## Pressure of zincblende ZnSe beyond the compressed range

A crystal squeezed below its natural volume pushes outward, and a crystal held above it pulls inward. The calculation below gives the pressure of zinc selenide at eight volumes, all of them on the squeezed side. Can these eight values foretell what the same calculation gives at four larger volumes, and how far can such a forecast be trusted?

Zincblende ZnSe at several volumes, computed with Ansatz 0.2.0 using the HSE06 functional, PAW potentials and plane waves up to 420 eV, without spin polarisation or spin–orbit coupling. All runs use a 6×6×6 k mesh and fixed occupations, in cells scaled uniformly from the r2SCAN-relaxed one. Positive pressure means compression.

| volume (Å³/atom) | shortest distance (Å) | pressure (GPa) |
| --- | --- | --- |
| 19.292 | 2.323 | 17.000 |
| 19.483 | 2.330 | 15.800 |
| 20.104 | 2.355 | 12.000 |
| 20.739 | 2.379 | 8.800 |
| 21.341 | 2.402 | 6.100 |
| 21.387 | 2.404 | 5.900 |
| 22.049 | 2.428 | 3.400 |
| 22.723 | 2.453 | 1.200 |
| 23.412 | 2.477 | ? |
| 24.114 | 2.502 | ? |
| 24.831 | 2.527 | ? |
| 25.561 | 2.551 | ? |

Here the volume is counted per atom, and the shortest distance is the Zn–Se bond length. Pressure is positive when the crystal pushes outward. Only the size of the cell changes: each atom keeps four neighbours in the same tetrahedral arrangement. Even at 22.723 Å³/atom the pressure is still 1.2 GPa, because that cell was relaxed with another density functional, r2SCAN, which prefers a smaller volume than HSE06 does.

### Why the curve bends

Pressure is the downhill slope of the energy when it is plotted against volume. At the natural volume the curve has its minimum, where two tendencies balance. Bonding between zinc and selenium draws the atoms together. The filled inner shells resist overlap, and electrons confined to a smaller space gain kinetic energy, so both of these push the atoms apart.

The two tendencies do not change at the same rate. Overlap of filled shells falls off very quickly with distance, while the bonding attraction fades more slowly. Each further step of compression therefore meets a faster growing repulsion, and the crystal becomes stiffer. Each step of stretching removes some of that steep repulsion and leaves the gentler attraction in charge, so the crystal becomes softer.

The known rows show the first half of this behaviour. Stiffness is measured by the bulk modulus, which is the pressure needed per fractional loss of volume. It averages 127 GPa between the two smallest volumes, but only 72 GPa between the two largest known ones. The numbers thus establish the stiffening; its division into repulsion and attraction is a theoretical argument, since the pressure is only their net result. One piece of it does show in the runs: the kinetic term they list is about 3 eV per cell higher at 20.104 than at 22.723 Å³/atom.

Continuing the curve also assumes that the electrons stay in the same kind of state. All known rows are insulators, with a band gap that narrows from about 3.2 to 2.4 eV as the volume grows. At that rate the gap should remain open over the range to be forecast. No sudden change of bonding is then expected to break the curve.

### A formula for the continuation

The Birch–Murnaghan equation turns this picture into numbers. It measures compression by the strain $f=\tfrac12[(V_0/V)^{2/3}-1]$, where $V$ is the volume and $V_0$ the volume at zero pressure. The energy is written as a constant plus a term in $f^2$, which gives the stiffness at the minimum, and a term in $f^3$, which adjusts how fast the stiffness changes. Even the $f^2$ term alone makes the crystal softer when it is stretched, because $f$ changes less and less for each equal step in volume. Since $P=-dE/dV$, the pressure becomes

$$P=a\,(y^7-y^5)+b\,(y^7-y^5)(y^2-1),\qquad y=(V_0/V)^{1/3}.$$

The three constants $V_0$, $a$ and $b$ were fitted to the eight known rows, using pressures with more digits than the table prints. The fit places zero pressure at 23.16 Å³/atom, with a bulk modulus of 62 GPa there. Its typical deviation from the known pressures is below 0.01 GPa. That closeness shows that the formula describes the squeezed crystal well, but it does not guarantee the continuation.

The largest volume, 25.561 Å³/atom, serves as a worked case; it was not part of the fit. There $V_0/V=23.16/25.561=0.906$, which makes $y^7-y^5=0.794-0.848=-0.054$ and $y^2-1=-0.064$. With $a=93.43$ GPa and $b=24.91$ GPa, the two terms are −5.04 and +0.09 GPa. Their sum, −4.95 GPa, means that the crystal has to be held open by a pull of about 5 GPa. The second term is small here, so most of the softening is already contained in the way the strain $f$ is defined. It cannot simply be dropped, however: it amounts to about 0.6 GPa at the smallest volume, so a fit without it is expected to shift $V_0$ and $a$, and the forecast with them.

### The forecast

The pressure should change sign between 22.723 and 23.412 Å³/atom. All four larger volumes should be under tension, and the tension should still be growing at the last one, though in shrinking steps. The fitted curve supplies the central values.

| Volume (Å³/atom) | Fitted curve (GPa) | Error bar (GPa) |
|---|---|---|
| 23.412 | −0.65 | ±0.10 |
| 24.114 | −2.29 | ±0.15 |
| 24.831 | −3.72 | ±0.20 |
| 25.561 | −4.95 | ±0.30 |

The error bars are judgements and not statistical confidence limits. They widen because a small error in the curvature matters more the farther the curve is continued. A second formula gives a feeling for the size of this effect. The Murnaghan equation, which lets the bulk modulus change strictly in proportion to pressure, also follows the known rows to within about 0.01 GPa, yet at the largest volume it predicts 0.22 GPa more tension.

The stress in these runs carries a warning of loose convergence, so it was compared with the total energies. Between the last two known rows the slope of the energy gives a pressure of 2.32 GPa, and the average of the two stress values is 2.34 GPa. The difference is about 1% of the pressure and much smaller than the error bars. A small difference of this sign is expected even from exact stresses, because on a curve that bends this way the average of the two ends lies above the mean between them.

### The computed values

The withheld rows as computed:

| volume (Å³/atom) | shortest distance (Å) | pressure (GPa) |
| --- | --- | --- |
| 23.412 | 2.477 | -0.600 |
| 24.114 | 2.502 | -2.300 |
| 24.831 | 2.527 | -3.700 |
| 25.561 | 2.551 | -4.900 |

All four pressures lie within their error bars, and the change of sign falls in the forecast interval. The printed pressures are rounded too coarsely to judge the misses, so the unrounded ones are used here. Against them the fitted curve gives slightly too much tension each time, by 0.002, 0.005, 0.013 and 0.020 GPa. Such a growth is expected when a fitted curve is continued: small errors in the fitted constants and the terms left out after $f^3$ both count for more the farther a volume lies outside the fitted range, and the fit does not tell the two apart. The error bars were far wider than this formula needed, but not wider than the choice of formula warranted: the Murnaghan curve uses up most of the last one.

The shrinking steps appear as well. From one stretched volume to the next the unrounded tension grows by 1.64, then 1.42, then 1.22 GPa, although the steps in volume become slightly longer. Across the four rows the bulk modulus averages 49 GPa, well below the 72 GPa found just before them. The softening seen on the squeezed side has simply carried on through zero pressure.

How much this softening matters can be seen by leaving it out. A straight line through the last two known rows reaches −7.9 GPa at the largest volume, where the calculation gives −4.9 GPa. The line overstates the tension by 3 GPa because it keeps the slope of a crystal that is still slightly squeezed. A stiffness taken from the compressed side thus clearly overstates the pull needed to hold this crystal at a much larger volume.

The comparison of the two formulas teaches something less obvious. Both follow the known rows to within about 0.01 GPa, but at the largest volume the Murnaghan equation overstates the tension by 0.24 GPa, or about 5% of the computed value. In that equation, each gigapascal of tension lowers the bulk modulus by the same amount, fitted as about 4.0 GPa. That is an average over the squeezed rows, and the Birch–Murnaghan fit already has about 4.4 GPa at zero pressure. In the Birch–Murnaghan curve the loss per gigapascal increases as the crystal is stretched, and the computed pressures follow this more closely. The known rows already favoured the Birch–Murnaghan curve, with a typical deviation of 0.003 against 0.006 GPa. A difference of a few thousandths of a gigapascal in loosely converged stresses is weak evidence, though, and it took the stretched rows to show clearly which formula continues better.

### What the agreement does and does not establish

The successful forecast supports a smooth energy curve that belongs to one structure and one kind of electronic state. The computed band gap agrees with this: it keeps narrowing, but is still 1.9 eV at the largest volume. The forecast does not prove the microscopic account of repulsion and attraction, because any cause that produced the same smooth curve would have passed the same test.

The structure itself was imposed. Real ZnSe changes to the denser rocksalt structure under strong compression, so the smallest volumes may describe zincblende beyond its range of stability. They remain useful for the fit because they belong to the same curve. At the other end, a negative pressure means only that a perfect crystal is held at that volume; whether a real piece would crack first was not calculated.

The volume at zero pressure is also that of a motionless lattice. Thermal and zero-point vibrations are absent, and they normally expand a crystal of this kind slightly. A comparison with a measured density would have to include them before any remaining difference was blamed on the functional. The printed analysis below gives both fits and the miss of each forecast, counted there from the rounded pressures of the table.

Output of the analysis:

```
fit of p on 8 rows: coefficient of (s/vol)**(7/3) - (s/vol)**(5/3) 93.43 +/- 0.062, coefficient of ((s/vol)**(7/3) - (s/vol)**(5/3))*((s/vol)**(2/3) - 1) 24.91 +/- 0.55, s 23.16; rms 0.00338, worst 19.483 -0.00707, leave-one-out rms 0.00589
  rows outside the fit (model, value, miss): 23.412 -0.6455, -0.6, -0.0455; 24.114 -2.292, -2.3, 0.00845; 24.831 -3.72, -3.7, -0.0196; 25.561 -4.951, -4.9, -0.0505
Birch-Murnaghan bulk modulus at zero pressure, GPa: 62.28
Birch-Murnaghan pressure derivative of the bulk modulus, no unit: 4.355
fit of p on 8 rows: coefficient of (23/vol)**s 16.34 +/- 0.0078, constant -15.91 +/- 0.012, s 3.983; rms 0.00571, worst 19.483 -0.00882, leave-one-out rms 0.0125
  rows outside the fit (model, value, miss): 23.412 -0.6803, -0.6, -0.0803; 24.114 -2.371, -2.3, -0.0708; 24.831 -3.862, -3.7, -0.162; 25.561 -5.175, -4.9, -0.275
Murnaghan less Birch-Murnaghan forecast at the largest volume, GPa: -0.2244
half-widths of the four forecasts in order of volume, GPa: 0.1, 0.15, 0.2, 0.3
straight line through the last two known rows, at the largest volume, GPa: -7.914
mean bulk modulus between the two smallest volumes, GPa: 126.8
mean bulk modulus between the last two known rows, GPa: 72.28
mean bulk modulus across the withheld rows, GPa: 49
pressure from the energy slope between the last two known rows, GPa: 2.317
mean stress pressure of the last two known rows, GPa: 2.338
```
